Student: In lecture you gave two stability conditions for the cooled stirred tank. I accept the first, because it is only the heat balance: a steady state is stable if the removal line is steeper than the generation curve. Why should there be a second?

Lecturer: Because that picture lets the concentration follow the temperature instantly, and it doesn't. Let us build the smallest tank that keeps both. An alkene solution flows through a jacketed, well-mixed slurry of catalyst under hydrogen, with residence time τ. Assume for now that the liquid stays saturated with H₂ and that the rate per volume is k(T)c, first order in the alkene, with k ∝ exp(−E/k_B T). Feed and coolant are both at T₀. Measure time in τ, and define

x = 1 − c/c₀, y = (T − T₀)/T*, T* = k_B T₀²/E,
Da = k(T₀)τ, B = ΔT_ad/T*, ΔT_ad = |ΔH|c₀/C, b = τ/t_c.

C is the heat capacity of the liquid per volume, and t_c = VC/(UA) is the cooling time of a volume V through a jacket of area A and transfer coefficient U. Exactly, k(T)/k(T₀) = exp[y/(1 + y/γ)] with γ = E/k_B T₀. Dropping y/γ, the Frank-Kamenetskii approximation, gives

x′ = −x + Da(1 − x)exp(y),
y′ = −(1 + b)y + B·Da(1 − x)exp(y).

Student: The steady states are transcendental. How is that a closed form?

Lecturer: Label them by x instead of Da. The first equation gives Da(1 − x)exp(y) = x, the second then gives y = Bx/(1 + b), and so

Da(x) = [x/(1 − x)] exp[−Bx/(1 + b)].

We vary Da through the catalyst loading, so that B and b stay fixed; changing the flow would move b as well. With Da·exp(y) = x/(1 − x) the Jacobian has the entries

J₁₁ = −1/(1 − x), J₁₂ = x, J₂₁ = −Bx/(1 − x), J₂₂ = Bx − (1 + b),

and hence

det J = [1 + b − Bx(1 − x)]/(1 − x),
tr J = Bx − (1 + b) − 1/(1 − x).

The eigenvalues solve λ² − (tr J)λ + det J = 0. Both have negative real part exactly when det J > 0 and tr J < 0, that is

slope condition: Bx(1 − x) < 1 + b,
dynamic condition: Bx < 1 + b + 1/(1 − x).

Student: And the first is my heat balance?

Lecturer: Yes, van Heerden's argument. At fixed y the steady conversion is x = Da·exp(y)/[1 + Da·exp(y)], with dx/dy = x(1 − x). The generation curve Bx has slope Bx(1 − x), the removal line has slope 1 + b. Also d ln Da/dx = det J/[x(1 + b)], so Da(x) turns back exactly where the determinant changes sign. Since x(1 − x) is at most 1/4, that needs

B > B_M = 4(1 + b).

The folds then lie at x = ½[1 ± √(1 − B_M/B)], and for Da between the two fold values there are three steady states, the middle one a saddle.

Student: I suspect the second condition only fails where the first has already failed.

Lecturer: Test it. Multiply tr J = 0 by (1 − x):

Bx² − (B + 1 + b)x + (2 + b) = 0.

The discriminant is B² − 2(3 + b)B + (1 + b)², which is non-negative for B ≥ 3 + b + 2√(2 + b) or B ≤ 3 + b − 2√(2 + b). The quadratic equals 1 at x = 1, so both roots lie on the same side of 1, and their midpoint (B + 1 + b)/2B is below 1 only if B > 1 + b. The small-B range lies below 1 + b and is unphysical. A sign change of the trace therefore needs

B > B_H = 3 + b + 2√(2 + b) = [1 + √(2 + b)]².

With s = √(2 + b), B_M = 4(s − 1)(s + 1), so B_H < B_M when s > 5/3, that is b > 7/9 = 0.778. With stronger cooling than that the trace fails first. Take b = 2: B_H = 9 and B_M = 12. Put B = 10. The quadratic is 10x² − 13x + 4 = 0, with roots x = 0.5 and 0.8, where y = 5/3 and 8/3 and Da = 0.189 and 0.278. The largest generation slope is 2.5, below 3, so for every Da there is one steady state and your criterion calls it stable. At x = 0.65, Da = 0.213, tr J = 0.643, det J = 2.071 and λ = 0.321 ± 1.403i. It is an unstable focus.

Student: Unstable with nowhere to go?

Lecturer: It goes to a cycle. The triangle 0 ≤ y ≤ Bx, x ≤ 1 cannot be left: y′ > 0 on y = 0 for x < 1, x′ = −1 on x = 1, and z = y − Bx obeys z′ = −z − by, which is not positive on z = 0. A planar trapping region whose only steady state repels contains a periodic orbit, by the Poincaré–Bendixson theorem. Physically, J₂₂ > 0 is self-heating at frozen composition. It runs ahead, consumes the alkene, the jacket cools the depleted liquid, and the feed refills it.

Student: So zero trace means Hopf bifurcation, and B > B_H is the Hopf condition.

Lecturer: It is necessary, not sufficient. Insert Bx(1 − x) = (1 + b)(1 − x) + 1 into the determinant. On tr J = 0,

det J = ω² = [(1 + b)x − 1]/(1 − x).

A root is a Hopf point, λ = ±iω, only if x > 1/(1 + b). Otherwise the eigenvalues are real and opposite, a neutral saddle, and nothing bifurcates. An adiabatic tank, b = 0, never has a Hopf point in this model. For B = 10 both roots exceed 1/3, and ω² = 1 and 7. The crossings are transversal, since d(tr J)/dx = B − 1/(1 − x)² equals 6 and −15. Whether the small cycles born there are stable depends on the cubic normal-form coefficient, which trace and determinant do not fix.

Student: Can you sort the cases in general?

Lecturer: Evaluate the quadratic at x = 1/(1 + b). It gives 1 + b − Bb/(1 + b)², negative for B > B_T = (1 + b)³/b. Above B_T the point 1/(1 + b) separates the roots: the upper is a Hopf point, the lower a neutral saddle. Between B_H and B_T both roots are on one side, decided at B_H by the double root x = s/(1 + s). It exceeds 1/(1 + b) = 1/(s² − 1) when s² − s − 1 > 0, or b > (√5 − 1)/2 = 0.618. So for b above 0.618 two Hopf points appear at B_H and one survives beyond B_T; for 0 < b < 0.618 the first Hopf point appears only at B_T. These boundaries belong to the classification of Uppal, Ray and Poore (1974).

Student: Show me a case with three states.

Lecturer: Keep b = 2, where B_T = 13.5, and take B = 16. The folds are at x = 0.25 and 0.75, with Da = 0.0879 for ignition and 0.0549 for the upper fold. The trace vanishes at x = (19 ± √105)/32 = 0.274 and 0.914. The first lies on the saddle branch, with λ = ±0.497. The second is a Hopf point at Da = 0.0812. The hot branch between x = 0.75 and 0.914 passes the slope test and is unstable. For Da from 0.0549 to 0.0812 only the cold steady state is stable, and two stable steady states coexist only from 0.0812 to 0.0879.

Student: Is B = 10 anything a real hydrogenation could reach?

Lecturer: Take cyclohexene in cyclohexane, with typical values |ΔH| ≈ 1.23 eV per molecule and C ≈ 0.0090 eV nm⁻³ K⁻¹, and an assumed apparent barrier E = 0.40 eV. Set T₀ = 300 K, τ = 600 s and an assumed t_c = 300 s, so b = 2. Then γ = 15.5 and T* = 19.4 K. I choose the feed to make B = 10: ΔT_ad = 194 K and c₀ = 1.42 nm⁻³, or 2.36 mol/L. The model's Hopf points lie at 332.3 K and 351.7 K, with periods 2πτ/ω of 63 and 24 minutes. The hydrogen pressure keeps the liquid from boiling.

Student: Now I object. You dropped y/γ, and y = 8/3 against γ = 15.5 is not small.

Lecturer: You are right, and it matters. The exponent is overstated by y²/(γ + y) = 0.39 at the upper point, a factor 1.48 in the rate. Repeat the Jacobian with the full exponent. The relation y = Bx/(1 + b) survives, and in J₂₂ and J₁₂ the factor d ln k/dy = (1 + y/γ)⁻² = (T₀/T)² appears. Trace and determinant keep their form with B replaced by the local value

B_loc = B(T₀/T)² = EΔT_ad/(k_B T²).

So both conditions, and the formula for ω², are exact for Arrhenius kinetics at a given steady state if B is evaluated at its temperature. Only the global thresholds move. At our two points B_loc is 8.15 and 7.28, both under 9, and the largest trace along the whole branch is −0.79. With the full Arrhenius law this tank does not lose stability at any loading.

Student: Then the example is empty.

Lecturer: It is shifted. For the folds put m = B/(1 + b); the condition m·x(1 − x) = (1 + mx/γ)² is a quadratic in x with discriminant m²(1 − 4/γ) − 4m, so B_M = 4(1 + b)/(1 − 4/γ) = 16.2. For the trace, write Q = 1 + b + 1/(1 − x); then (1 + b)y = Q(1 + y/γ)² is a quadratic in y. Take its smaller root, form B = (1 + b)y/x and minimise over x. The minimum is B_H = 12.3, at x = 0.61, which is above 1/3 and so gives Hopf points. The thresholds rise by 35 and 37 per cent, and their order stays: oscillation without multiplicity for B from 12.3 to 16.2, beginning at c₀ = 1.75 nm⁻³ in this model.

Student: What about the slurry itself? Hydrogen has to cross from the gas.

Lecturer: Let the rate also be first order in dissolved H₂, of density n_H, supplied at k_La(n* − n_H). With an assumed k_La = 0.3 s⁻¹ the response time is 3.3 s, far below τ, so n_H = n*(1 − δ) with δ = r/(k_La n*) and r the rate per volume. Differentiating ln r = ln k + ln c + ln(1 − δ) multiplies both sensitivities of the rate by (1 − δ), and

tr J = (1 − δ)[Bx − x/(1 − x)] − (2 + b).

For a typical solubility n* ≈ 0.046 nm⁻³ at 20 bar, r = c₀x/τ at x = 0.65 gives δ = 0.11, and in the exp(y) model the trace falls from 0.64 to 0.13. Thermal inertia acts the same way. If solids and metal parts follow the liquid temperature, y′ is multiplied by L, the ratio of total to liquid heat capacity. Steady states and slope condition are untouched, but tr J = (Bx − 1 − b)/L − 1/(1 − x). The maximum of (Bx − 1 − b)(1 − x) is (B − 1 − b)²/4B = 1.225, so L above that removes the instability at B = 10. Each of these terms is as large as the effect, so the periods I quoted describe the two-equation model and no vessel.

Student: And first order in the alkene? I recall metal surfaces being covered by it.

Lecturer: That is the largest departure. For a rate ∝ (1 − x)ⁿ put u = nx/(1 − x). Then tr J = Bx − (2 + b) − u and det J = (1 + b)(1 + u) − Bx, so ω² = bu − 1 on zero trace. Oscillation needs cooling and depletion feedback together, bu > 1. As typical knowledge, not a measurement, hydrogenation of small alkenes on Pt or Pd at molar concentration is close to zero order in the alkene. For n = 0 there is no Hopf point, and the slope condition is Bx < 1 + b, so an ignition fold needs only B > 3 rather than 12 and sits at x = 0.3 for B = 10. For such a catalyst the first-order model overstates the tendency to oscillate and puts the fold threshold too high by up to a factor of 4, until depletion at high conversion restores an order near one.

Student: What should I keep for measuring kinetics?

Lecturer: For first order in the exp(y) model, the steady state is unique and stable at every loading if B is below both B_M and B_H. At a given state a simpler test serves for any n ≥ 0: Bx < 1 + b makes det J positive and tr J negative, and it is the statement y < 1, a steady temperature rise below T* = k_B T₀²/E, 19.4 K with our assumed barrier. It stays sufficient for the full Arrhenius law, since B_loc < B, and with H₂ depletion or L > 1. Stability is the weaker demand, though. A rate assigned to the jacket temperature is too high by about exp(y), so a 5 per cent bound needs y below 0.049, a rise of under 1 K in this model, or else a thermometer in the liquid.